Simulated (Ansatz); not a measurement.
# Ni: energy change per atom and pressure against volume scale

Plane-wave DFT, scalar-relativistic PAW made under PBE with cores redone for the functional, no dispersion; the given relaxed cell is scaled uniformly, energy at zero smearing counts from the unscaled cell, pressure at the given Fermi-Dirac smearing is positive in compression. The results are calculated, by Ansatz 0.2.0.

The cell before it is scaled or strained (space group P6_3/mmc, No. 194):
```
CELL_PARAMETERS angstrom
2.44900 0.00000 0.00000
-1.22450 2.12090 0.00000
0.00000 0.00000 4.06580
ATOMIC_POSITIONS crystal
Ni 0.33333 0.66667 0.25000
Ni 0.66667 0.33333 0.75000
```

Settings of every row: spin polarised yes; functional r2SCAN; wave cutoff 500 eV; smearing width 0.05 eV; k mesh 17x17x9.

Atom:
```
element  starting moment (Bohr magneton)
     Ni                             0.77
     Ni                             0.77
```

Limits: all rows lie far from zero pressure; search for a lower magnetic state is off; the cell comes from a prototype or a list of computed structures and needn't be the stable phase.

```
row  volume scale  V (Å³/atom)  energy change per atom (meV)  pressure (GPa)  largest site moment (Bohr magneton)
  1          0.88        9.292                        126.62           37.19                                 0.73
  2          0.92        9.714                             ?               ?                                    ?
  3          0.96       10.137                         10.86            9.09                                 0.74
  4          1.04       10.981                         11.66           -8.16                                 0.77
  5          1.08       11.404                         41.04          -14.05                                 0.79
  6          1.12       11.826                         84.09          -18.58                                 0.83
```

Question: what energy change per atom and pressure should row 2 give?

Worked fit of energy change per atom. Take u = (V_r/V)^(2/3) − 1 with V_r = 10.981 Å³ an atom, which is twice the finite (Eulerian) strain; such expansions in the strain, on which the Birch-Murnaghan equation of state is built, carry the rest volume and the bulk modulus. The shown rows have u = 0.11778, 0.05476, 0, -0.02488, -0.04822. Least squares give energy change per atom = 10.753 − 807.185 × u + 15178.97 × u² meV; a straight line predicts inner rows, each left out in turn, worse (root mean square 51 against 2 meV). The rows lie off it by 0.37, -1.21, 0.91, 0.81, -0.88 (root mean square 0.88 meV). The withheld row has u = 0.08517, so the fit gives 10.753 − 807.185 × (0.08517) + 15178.97 × (0.08517)² = 52.11 meV.

The calculation gave 50.36 meV. The fit lies 1.75 meV (3.5 % of the value, 1.5 % of the column's range) above it; its largest miss of a shown row is 1.21 meV.

Worked fit of pressure. Take u = (V_r/V)^(2/3) − 1 with V_r = 10.981 Å³ an atom, which is twice the finite (Eulerian) strain; such expansions in the strain, on which the Birch-Murnaghan equation of state is built, carry the rest volume and the bulk modulus. The shown rows have u = 0.11778, 0.05476, 0, -0.02488, -0.04822. Least squares give pressure = −8.268 + 262.227 × u + 1047.34 × u² GPa; a straight line predicts inner rows, each left out in turn, worse (root mean square 3.5 against 0.24 GPa). The rows lie off it by 0.04, -0.14, 0.11, 0.09, -0.10 (root mean square 0.1 GPa). The pressure vanishes at u = 0.0283, or V = 10.53 Å³ an atom, and there the bulk modulus at fixed shape and fractions is B = −V dP/dV = (2/3)(1 + u) dP/du = 220 GPa. Letting shape and atoms relax would as a rule lower it, by much in layered, chain or molecular crystals. The withheld row has u = 0.08517, so the fit gives −8.268 + 262.227 × (0.08517) + 1047.34 × (0.08517)² = 21.66 GPa.

The calculation gave 21.45 GPa. The fit lies 0.21 GPa (0.38 % of the column's range) above it; its largest miss of a shown row is 0.14 GPa.

The other values of row 2: largest site moment 0.74 Bohr magneton.
